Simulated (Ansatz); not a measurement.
## From B to In: the atomisation energy (no zero-point term)

One atom is swapped for its congeners: Se(BH2)(CH3); Se(AlH2)(CH3); Se(CH3)(GaH2); Se(CH3)(InH2). All are singlets with charge 0.

Shapes, held fixed at every level: PBE0-D4/def2-TZVP. Programs: Ansatz 0.2.0. Values in eV.

```json
{"level": "SPW92/def2-TZVPP", "Se(BH2)(CH3)": "31.90", "Se(AlH2)(CH3)": "28.48", "Se(CH3)(GaH2)": "28.01", "Se(CH3)(InH2)": "26.96"}
{"level": "PBE-D4/def2-TZVPP", "Se(BH2)(CH3)": "28.66", "Se(AlH2)(CH3)": "25.53", "Se(CH3)(GaH2)": "24.86", "Se(CH3)(InH2)": "23.82"}
{"level": "PBE0-D4/def2-TZVPP", "Se(BH2)(CH3)": "28.34", "Se(AlH2)(CH3)": "25.32", "Se(CH3)(GaH2)": "24.65", "Se(CH3)(InH2)": "23.62"}
{"level": "B2PLYP/def2-TZVPP", "Se(BH2)(CH3)": "28.01", "Se(AlH2)(CH3)": "25.12", "Se(CH3)(GaH2)": "24.37", "Se(CH3)(InH2)": "23.28"}
{"level": "MP2/def2-SVP", "Se(BH2)(CH3)": "26.94", "Se(AlH2)(CH3)": "24.02", "Se(CH3)(GaH2)": "23.37", "Se(CH3)(InH2)": "22.22"}
{"level": "MP2/def2-TZVPP", "Se(BH2)(CH3)": "27.83", "Se(AlH2)(CH3)": "24.98", "Se(CH3)(GaH2)": "24.39", "Se(CH3)(InH2)": "23.13"}
{"level": "CCSD(T)/def2-TZVPP", "Se(BH2)(CH3)": "27.63", "Se(AlH2)(CH3)": "24.93", "Se(CH3)(GaH2)": "24.35", "Se(CH3)(InH2)": "23.26"}
```

At CCSD(T)/def2-TZVPP the atomisation energy falls at every step, from 27.63 to 23.26 eV. Every level shows the same order. For atoms past krypton def2 sets carry core potentials with scalar relativity. Relativity is left out for Ga, Se unless named. Correlated rows may include outer-core shells of Ga, In, Se, which these sets cover unevenly. Spin-orbit coupling, which grows down the group, is left out (summed over each molecule's free atoms 0.12, 0.13, 0.19, 0.30 eV).

The fall is uneven: at every level the largest drop comes between boron and aluminium, the smallest between aluminium and gallium, and indium brings a further clear loss. Since the methyl group and selenium are common to all four molecules, the differences probably come mainly from the bonds of the group 13 atom to hydrogen and selenium. Boron's compact 2p shell overlaps well with both partners, and its formally empty p orbital can accept selenium lone-pair density more effectively than those of its heavier congeners. Gallium stays close to aluminium because its filled 3d shell screens the nuclear charge poorly, keeping the valence shell contracted, whereas indium's more diffuse 5s and 5p orbitals overlap less well.

SPW92 gives the highest value for every molecule, as expected from the local density approximation's overbinding, yet it keeps the same pattern of steps. Because atomisation energies sum over all bonds, the series does not establish how much of the weakening belongs to the bond with selenium and how much to the bonds with hydrogen.
